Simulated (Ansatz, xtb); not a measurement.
**Relative energy of two isomers of C6H6N2Si**

We compare a, `C#Cc1ncncc1[SiH3]`, a singlet, with b, `C#Cc1ccnc([SiH3])n1`, a singlet. Both are isolated molecules in the gas phase, relaxed with PBE0-D3(BJ)/def2-SVP.

Quicker runs give these differences E(b) − E(a): GFN2-xTB +9.9 kJ/mol; HF/STO-3G +1.9 kJ/mol (at GFN2-xTB geometries); r2SCAN-D4/def2-SVP +16.4 kJ/mol (at GFN2-xTB geometries).

Q: Estimate E(b) − E(a) at the level CCSD(T)/def2-SVP + ΔMP2/def2-TZVPP.

A: Calculated at CCSD(T)/def2-SVP + ΔMP2/def2-TZVPP: E(b) − E(a) = +17.5 kJ/mol, so structure a lies lower.

How the difference moves with the method:

```json
{"level": "GFN2-xTB", "geometry": "GFN2-xTB", "E(b) − E(a) (kJ/mol)": "+9.9", "departure from the last row (kJ/mol)": "−7.6", "job, with rough time for the two": "optimisation, 0.2 s"}
{"level": "HF/STO-3G", "geometry": "GFN2-xTB", "E(b) − E(a) (kJ/mol)": "+1.9", "departure from the last row (kJ/mol)": "−15.6", "job, with rough time for the two": "single point, 0.88 s"}
{"level": "r2SCAN-D4/def2-SVP", "geometry": "GFN2-xTB", "E(b) − E(a) (kJ/mol)": "+16.4", "departure from the last row (kJ/mol)": "−1.2", "job, with rough time for the two": "single point, 9 s"}
{"level": "PBE0-D3(BJ)/def2-SVP", "geometry": "PBE0-D3(BJ)/def2-SVP", "E(b) − E(a) (kJ/mol)": "+17.5", "departure from the last row (kJ/mol)": "0.0", "job, with rough time for the two": "optimisation, 89 s"}
{"level": "HF/def2-SVP", "geometry": "PBE0-D3(BJ)/def2-SVP", "E(b) − E(a) (kJ/mol)": "+13.9", "departure from the last row (kJ/mol)": "−3.6", "job, with rough time for the two": "part of the CCSD(T) run"}
{"level": "MP2/def2-SVP", "geometry": "PBE0-D3(BJ)/def2-SVP", "E(b) − E(a) (kJ/mol)": "+16.0", "departure from the last row (kJ/mol)": "−1.6", "job, with rough time for the two": "part of the CCSD(T) run"}
{"level": "CCSD(T)/def2-SVP", "geometry": "PBE0-D3(BJ)/def2-SVP", "E(b) − E(a) (kJ/mol)": "+15.5", "departure from the last row (kJ/mol)": "−2.1", "job, with rough time for the two": "single point"}
{"level": "CCSD(T)/def2-SVP + ΔMP2/def2-TZVPP", "geometry": "PBE0-D3(BJ)/def2-SVP", "E(b) − E(a) (kJ/mol)": "+17.5", "departure from the last row (kJ/mol)": "", "job, with rough time for the two": "single point, 4.3 min"}
```

As drawn, both hold the same kinds of bond in the same numbers.

HF/STO-3G finds them nearly level. The largest departure from CCSD(T)/def2-SVP + ΔMP2/def2-TZVPP is that of HF/STO-3G, 15.6 kJ/mol. The last row adds to CCSD(T) the change of the MP2 difference between the two basis sets, here +2.1 kJ/mol.

With thermal terms from frequencies at re-optimised GFN2-xTB minima (ideal gas, soft modes damped towards free rotors, one conformer each, 298.15 K, 1 atm): on the last row, ΔE + ΔZPE = +15.7, ΔH = +16.4, ΔG = +14.0 kJ/mol.

The correlated steps freeze 13 core orbitals. Programs: Ansatz 0.2.0, xtb 6.7.1; the last row on 2 threads of Arm Neoverse V1 on a shared host.

Isomer a is favoured at every level, and the thermal terms trim the gap without reversing it. Both molecules are 4-ethynylpyrimidines, so the comparison amounts to moving the silyl group from C5, beside the alkyne, to C2, between the two ring nitrogens. The preference for C5 probably reflects the polarity of the C–Si bond: electropositive silicon leaves negative charge on the ring carbon, which at C2 faces two adjacent nitrogen lone pairs. The slim, linear ethynyl group should cost little steric strain as an ortho neighbour in a.

Most of the gap is already present in HF/def2-SVP, at +13.9 kJ/mol, so the ordering does not depend on electron correlation. The near-degeneracy in HF/STO-3G probably stems from a minimal basis too rigid to describe the polarised C–Si bond and the lone pairs. PBE0's match with the final value is partly fortuitous, since CCSD(T) in the same basis gives +15.5 kJ/mol. The total energies alone cannot separate the silyl group's positional preference from its direct interaction with the neighbouring alkyne in a.
